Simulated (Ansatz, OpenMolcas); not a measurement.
**C5H8O2 (SMILES CC(=O)CC(C)=O): methods side by side**

C5H8O2: 15 atoms, total charge 0, spin state singlet. SMILES: `CC(=O)CC(C)=O`. The coordinates come from a PBE0-D4/def2-TZVP relaxation. This is one conformer, not always the lowest.

Quantity: the vertical energy of the triplet above the singlet, in eV. The values are calculated.

```
                               level                   kind     program  value (eV)  less CCSD(T)/6-31G*  CPU time (all runs)
     HF/6-31G* (spherical functions)           Hartree–Fock      Ansatz        3.15                -1.00                 55 s
  SVWN5/6-31G* (spherical functions)                    LDA  OpenMolcas        3.34                -0.81              3.6 min
    PBE/6-31G* (spherical functions)                    GGA      Ansatz        3.29                -0.86                 49 s
 revPBE/6-31G* (spherical functions)                    GGA      Ansatz        3.29                -0.86                 52 s
  BHLYP/6-31G* (spherical functions)          global hybrid      Ansatz        3.71                -0.44                 58 s
   PBE0/6-31G* (spherical functions)          global hybrid      Ansatz        3.71                -0.44                 68 s
CCSD(T)/6-31G* (spherical functions)  coupled cluster or CI      Ansatz        4.15                 0.00               11 min
   CCSD/6-31G* (spherical functions)  coupled cluster or CI      Ansatz        4.09                -0.06              6.1 min
```

CCSD(T)/6-31G* (spherical functions) is the highest level here, not the true value. The values span 3.15 to 4.15 eV. Times are those of the runs behind each value, whatever else they computed, on shared processors of several kinds: orders of magnitude only.

Every method places the triplet above the singlet, as expected for a closed-shell diketone. The lowest triplet is probably n→π* in character, with an electron promoted from an in-plane oxygen lone pair into a carbonyl π* orbital. The saturated CH2 bridge interrupts conjugation between the two C=O groups, so the gap should resemble that of a simple ketone more than that of a conjugated enone.

Hartree–Fock gives the smallest gap, 3.15 eV, probably because it omits the opposite-spin correlation that stabilises the paired singlet more than the triplet. The semilocal functionals also fall well below coupled cluster, and the two hybrids recover only part of the difference. Exact exchange therefore doesn't raise the gap steadily: its effect depends on the correlation treatment that accompanies it. Perturbative triples add little to the CCSD gap, which suggests that the remaining correlation largely cancels between the two states. The gap belongs to the diketo tautomer and can't be carried over to the conjugated, hydrogen-bonded enol, whose lowest triplet may be π→π*.
